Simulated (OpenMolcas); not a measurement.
# A ladder of methods for PH2 (SMILES [PH2])

PH2 has 3 atoms, charge 0, and is taken as a doublet. SMILES: `[PH2]`. The shape is that of a GFN2-xTB optimisation.

```tsv
atom	x (Å)	y (Å)	z (Å)
P	0.5145	-0.3028	0.2527
H	0.1115	1.0274	0.1724
H	-0.6260	-0.7246	-0.4251
```

Each level gives the energy change with the P1–H3 bond stretched from 1.392 to 1.740 Å (eV). The values are calculated.

```tsv
level	kind	program	value (eV)	less FCI/3-21G	CPU time (all runs)
ROHF/3-21G	Hartree–Fock	OpenMolcas	0.56	+0.22	3.8 s
USVWN5/3-21G	LDA	OpenMolcas	0.34	0.00	5.6 s
U-r2SCAN/3-21G	meta-GGA	OpenMolcas	0.42	+0.08	8.3 s
UB3LYP/3-21G	global hybrid	OpenMolcas	0.42	+0.08	7.1 s
UPBE0/3-21G	global hybrid	OpenMolcas	0.44	+0.10	6.4 s
MC-PDFT[tPBE](7,6)/3-21G	multireference	OpenMolcas	0.37	+0.03	5.4 s
SC-NEVPT2(7,6)/3-21G	multireference	OpenMolcas	0.32	-0.02	5.2 s
FCI/3-21G	exact in the basis	OpenMolcas	0.34	0.00	7 s
```

FCI/3-21G is exact within its basis and frozen core, so for wave-function methods in that basis the difference is their error; functionals converge differently with the basis, so for them it is only a difference. The first shape isn't each level's own minimum. The values span 0.32 to 0.56 eV. All rows use very small basis sets, so even the best lies far from the true value. CPU times are rough (shared hosts, several kinds of processor): they show what a rung costs within a factor of a few.

Stretching one P–H bond costs 0.34 eV at the FCI level, and ROHF overshoots this by 0.22 eV. The cause is missing left-right correlation: as the σ and σ* orbitals draw together, a doubly occupied σ orbital keeps too much ionic character, so the error grows along the stretch. The unpaired electron, in the out-of-plane 3p orbital on phosphorus, is largely a spectator. A (7,6) space can hold all the valence electrons and orbitals, and SC-NEVPT2 built on it comes within 0.02 eV of FCI, which suggests that little correlation relevant to the stretch is left untreated.

LDA's coincidence with FCI probably reflects cancelling errors rather than a better description of the bond. Exact exchange alone doesn't order the functionals, since r2SCAN and B3LYP give the same value. The low cost throughout is probably due in part to the absence of polarisation functions, which tends to lengthen and soften P–H bonds, so that the stretch starts on the compressed side of the minimum. One partial stretch doesn't establish how the methods rank at dissociation.
